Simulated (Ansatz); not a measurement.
## Ligand exchange: C2H5Cl + GeH2(CH3)(SH) → C2H6S + GeH2(CH3)Cl

Species: C2H5Cl (chloroethane) `CCCl`, singlet; GeH2(CH3)(SH), singlet; C2H6S (ethanethiol) `CCS`, singlet; GeH2(CH3)Cl, singlet. The partners trade Cl for SH: C–Cl and Ge–SH bonds give way to C–SH and Ge–Cl.

Shapes, held fixed at every level: PBE0-D4/def2-TZVP. Flexible molecules stand in one conformer, not always the lowest. Programs: Ansatz 0.2.0. The zero-point and thermal change to 298 K, harmonic and unscaled (PBE0-D4/def2-TZVP), is +0.5 kJ/mol.

```csv
level,kind,ΔH(298 K) (kJ/mol),less CCSD(T)/def2-TZVPP
HF/def2-TZVPP,Hartree–Fock,-43.7,-6.1
SPW92/def2-TZVPP,LDA,-34.5,+3.1
BHLYP-D4/def2-TZVPP,global hybrid,-40.1,-2.5
PBE0-D4/def2-TZVPP,global hybrid,-36.6,+1.0
MP2/def2-SVP,perturbation theory,-42.8,-5.2
MP2/def2-TZVPP,perturbation theory,-39.1,-1.5
CCSD(T)/def2-SVP,coupled cluster or CI,-41.3,-3.7
CCSD(T)/def2-TZVPP,coupled cluster or CI,-37.6,0.0
```

The highest level, CCSD(T)/def2-TZVPP, gives ΔH(298 K) = -37.6 kJ/mol; the levels span -43.7 to -34.5. The column of differences is taken from that level and isn't an error. No measured value is set beside it here. Relativity is left out for Ge unless named. Correlated rows may include outer-core shells of Ge, which these sets cover unevenly.

Chlorine prefers germanium and the thiolate group prefers carbon at every level, with an exchange enthalpy of -37.6 kJ/mol at CCSD(T)/def2-TZVPP. Germanium is more electropositive than the alkyl carbon, so replacing sulfur by the more electronegative chlorine gains more ionic stabilisation at Ge than is lost at C. The small thermal term, +0.5 kJ/mol, shows that the preference is essentially electronic.

Because the numbers of each broad bond type are conserved, much of the correlation energy cancels, and even Hartree–Fock gives the right sign. Its excess exothermicity probably reflects exaggerated bond polarity, which favours the more ionic Ge–Cl product. Enlarging the basis makes the reaction less exothermic by the same amount for MP2 and CCSD(T), and this shift exceeds the gap between the two methods in either basis. The remaining basis-set error may therefore matter more than the correlation treatment beyond MP2. The exothermicity establishes a thermochemical preference, but says nothing about how readily the ligands exchange.
